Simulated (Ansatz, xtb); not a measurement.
**C4H7GeNSi: which of two isomers lies lower**

Structure a: `N#CC1=C[CH2][GeH2][SiH2]1`, a singlet. Structure b: `N#C[C@@H]1C=C[Si@H]1[GeH3]`, a singlet. Both are isolated molecules in the gas phase, relaxed with r2SCAN-D4/def2-SVP; the shapes shown needn't be the lowest conformers.

a (Å):

```
atom    x (Å)    y (Å)    z (Å)
   C   0.5113  -0.2109  -0.9422
   C   0.4225  -0.7373   0.3777
   C   0.1009  -2.0437   0.5877
   C  -0.0203  -2.6933   1.9308
  Ge   0.3677  -1.3982   3.3924
   N   0.5991   0.2756  -2.0004
  Si   0.7534   0.3831   1.8803
   H  -0.0878  -2.6825  -0.2882
   H   0.6610  -3.5618   1.9860
   H  -1.0340  -3.1185   2.0464
   H   1.5797  -1.8571   4.2138
   H  -0.8455  -1.2477   4.3194
   H   2.1401   0.9330   1.8394
   H  -0.2191   1.5144   1.9249
```

b (Å):

```xyz
14

C     2.5644    0.1068    1.5953
C     1.4846   -0.6917    1.0603
C     0.4835    0.0431    0.1639
C    -0.7439   -0.0452    0.7221
Ge   -0.7294   -3.2793    2.4380
N     3.4206    0.7578    2.0437
Si   -0.0814   -1.0036    2.1817
H     1.8986   -1.6015    0.5867
H     0.7709    0.5400   -0.7753
H    -1.6759    0.3532    0.3136
H    -0.0343   -0.2943    3.4960
H     0.1694   -3.9917    3.4601
H    -0.6114   -4.0007    1.0865
H    -2.1864   -3.3742    2.9173
```

Quicker runs give these differences E(b) − E(a): GFN2-xTB +84.3 kJ/mol; HF/STO-3G +116.9 kJ/mol (at GFN2-xTB geometries); r2SCAN-D4/def2-SVP//GFN2-xTB +94.9 kJ/mol.

Q: Estimate E(b) − E(a) at the level CCSD(T)/def2-SVP + ΔMP2/def2-TZVPP.

A: Calculated at CCSD(T)/def2-SVP + ΔMP2/def2-TZVPP: E(b) − E(a) = +78.3 kJ/mol, so structure a lies lower.

How the difference moves with the method:

```json
{"level": "GFN2-xTB", "geometry": "GFN2-xTB", "E(b) − E(a) (kJ/mol)": "+84.3", "departure from the last row (kJ/mol)": "+6.0", "job, with rough time for the two": "optimisation, 0.21 s"}
{"level": "HF/STO-3G", "geometry": "GFN2-xTB", "E(b) − E(a) (kJ/mol)": "+116.9", "departure from the last row (kJ/mol)": "+38.6", "job, with rough time for the two": "single point, 0.62 s"}
{"level": "r2SCAN-D4/def2-SVP//GFN2-xTB", "geometry": "GFN2-xTB", "E(b) − E(a) (kJ/mol)": "+94.9", "departure from the last row (kJ/mol)": "+16.6", "job, with rough time for the two": "single point, 5 s"}
{"level": "r2SCAN-D4/def2-SVP", "geometry": "r2SCAN-D4/def2-SVP", "E(b) − E(a) (kJ/mol)": "+85.9", "departure from the last row (kJ/mol)": "+7.6", "job, with rough time for the two": "optimisation, 67 s"}
{"level": "HF/def2-SVP", "geometry": "r2SCAN-D4/def2-SVP", "E(b) − E(a) (kJ/mol)": "+76.5", "departure from the last row (kJ/mol)": "−1.8", "job, with rough time for the two": "part of the CCSD(T) run"}
{"level": "MP2/def2-SVP", "geometry": "r2SCAN-D4/def2-SVP", "E(b) − E(a) (kJ/mol)": "+83.1", "departure from the last row (kJ/mol)": "+4.8", "job, with rough time for the two": "part of the CCSD(T) run"}
{"level": "CCSD(T)/def2-SVP", "geometry": "r2SCAN-D4/def2-SVP", "E(b) − E(a) (kJ/mol)": "+81.8", "departure from the last row (kJ/mol)": "+3.5", "job, with rough time for the two": "single point"}
{"level": "CCSD(T)/def2-SVP + ΔMP2/def2-TZVPP", "geometry": "r2SCAN-D4/def2-SVP", "E(b) − E(a) (kJ/mol)": "+78.3", "departure from the last row (kJ/mol)": "", "job, with rough time for the two": "single point, 1.8 min"}
```

As drawn, b has 1 C–Si, 1 Ge–H in place of 1 C–Ge, 1 Si–H. Structure a has a 5-membered ring, b a 4-membered ring.

None of the levels shown reverses the order. The largest departure from CCSD(T)/def2-SVP + ΔMP2/def2-TZVPP is that of HF/STO-3G, 38.6 kJ/mol. A small imaginary or near-zero mode remains, so no thermal terms are given. The last row adds to CCSD(T) the change of the MP2 difference between the two basis sets, here −3.5 kJ/mol.

The correlated steps freeze 19 core orbitals; the filled d shell of Ge is correlated, in a basis made for valence electrons. Codes used: Ansatz 0.2.0, xtb 6.7.1; the last row on 4 threads of Arm Neoverse V1 on a shared host.

The preference for a most likely reflects ring strain and conjugation acting together. The four-membered ring in b forces tight angles on both its alkene carbons and its saturated carbon, whereas the five-membered ring in a, with its long Ge–Si bond, accommodates them more easily. In a the nitrile also sits on the double bond and conjugates with it; in b a saturated carbon separates the two. The exchange of bonds probably matters less, since silicon binds both carbon and hydrogen more strongly than germanium does, so the gain from C–Si is offset by the loss of Si–H.

The close agreement of HF/def2-SVP with the final value is partly a cancellation: correlation widens the gap in the small basis, while the basis correction narrows it again. The much larger gap from HF/STO-3G therefore points mainly to the inflexible minimal basis, which lacks the polarisation functions needed to describe a strained ring, rather than to missing correlation. The total energies alone do not separate strain from conjugation.
